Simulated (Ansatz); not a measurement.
## Al: phonon entropy and phonon heat capacity against temperature

Harmonic vibrational free energy, entropy and heat capacity at constant volume, per atom, from the force constants of a q mesh, imaginary modes left out; plane waves with PAW datasets, Gamma-centred k mesh. The results are calculated, by Ansatz 0.2.0.

Structure of every row (space group Fm-3m, No. 225):
```
cell vectors (Å)
   0.0000     2.0056     2.0056
   2.0056     0.0000     2.0056
   2.0056     2.0056     0.0000
atoms (fractions of the cell vectors)
Al  0.00000  0.00000  0.00000
```

Settings of every row: functional LDA; dispersion none; spin none; wave cutoff 420 eV; k mesh 20x20x20; occupations fermi dirac; smearing width 0.15 eV; volume over rest 1.02; phonon method linear response; q mesh 2x2x2.

Limits: coarse q mesh; levels loosely converged; metal sensitive to the k mesh.

```
row  temperature (K)  phonon entropy (kB/atom)  phonon heat capacity (kB/atom)  phonon free energy (meV/atom)
  1              200                         ?                               ?                              ?
  2              300                     3.432                           2.763                           -4.8
  3              400                     4.243                           2.863                            -38
  4              500                     4.887                           2.911                          -77.4
  5              600                     5.421                           2.938                         -121.9
  6              700                     5.875                           2.954                         -170.6
  7              800                      6.27                           2.965                           -223
  8              900                      6.62                           2.972                         -278.6
  9             1000                     6.933                           2.977                           -337
```

Question: what phonon entropy and phonon heat capacity should row 1 give?

Worked fit of phonon entropy. Entropy rises as the heat capacity times the change of ln T, so take t = ln(T / 300 K). The shown rows have t = 0, 0.2877, 0.5108, 0.6931, 0.8473, 0.9808, 1.0986, 1.204. Least squares give phonon entropy = 3.4299 + 2.81547 × t + 0.07997 × t² kB/atom; a straight line predicts inner rows, each left out in turn, worse (root mean square 0.01 against 0.0028 kB/atom). The rows lie off it by 0.002, -0.004, -0.002, 0.001, 0.002, 0.002, 0.001, -0.003, a smooth pattern that one more power would take up: the form is only approximate. The withheld row has t = -0.4055, so the fit gives 3.4299 + 2.81547 × (-0.4055) + 0.07997 × (-0.4055)² = 2.301 kB/atom.

The calculation gave 2.358 kB/atom. The fit lies 0.057 kB/atom (2.4 % of the value, 1.2 % of the column's range) below it; its largest miss of a shown row is 0.004 kB/atom. This row lies beyond the range of the fit.

Worked fit of phonon heat capacity. At high temperature a harmonic heat capacity falls short of its limit by a term in 1/T², so take t = (100 K / T)². The shown rows have t = 0.11111, 0.0625, 0.04, 0.02778, 0.02041, 0.01562, 0.01235, 0.01. Least squares give phonon heat capacity = 2.9997 − 2.2614 × t + 1.176 × t² kB/atom; a straight line predicts inner rows, each left out in turn, worse (root mean square 0.0013 against 0.0002 kB/atom). All shown rows lie on it to the printed digit. The constant, 2.9997 kB/atom, is to be held against the harmonic limit of 3 k_B an atom. The withheld row has t = 0.25, so the fit gives 2.9997 − 2.2614 × (0.25) + 1.176 × (0.25)² = 2.508 kB/atom.

The calculation gave 2.508 kB/atom. The fit meets it to the printed digit. This row lies beyond the range of the fit.

The other values of row 1: phonon free energy 20.4 meV/atom.
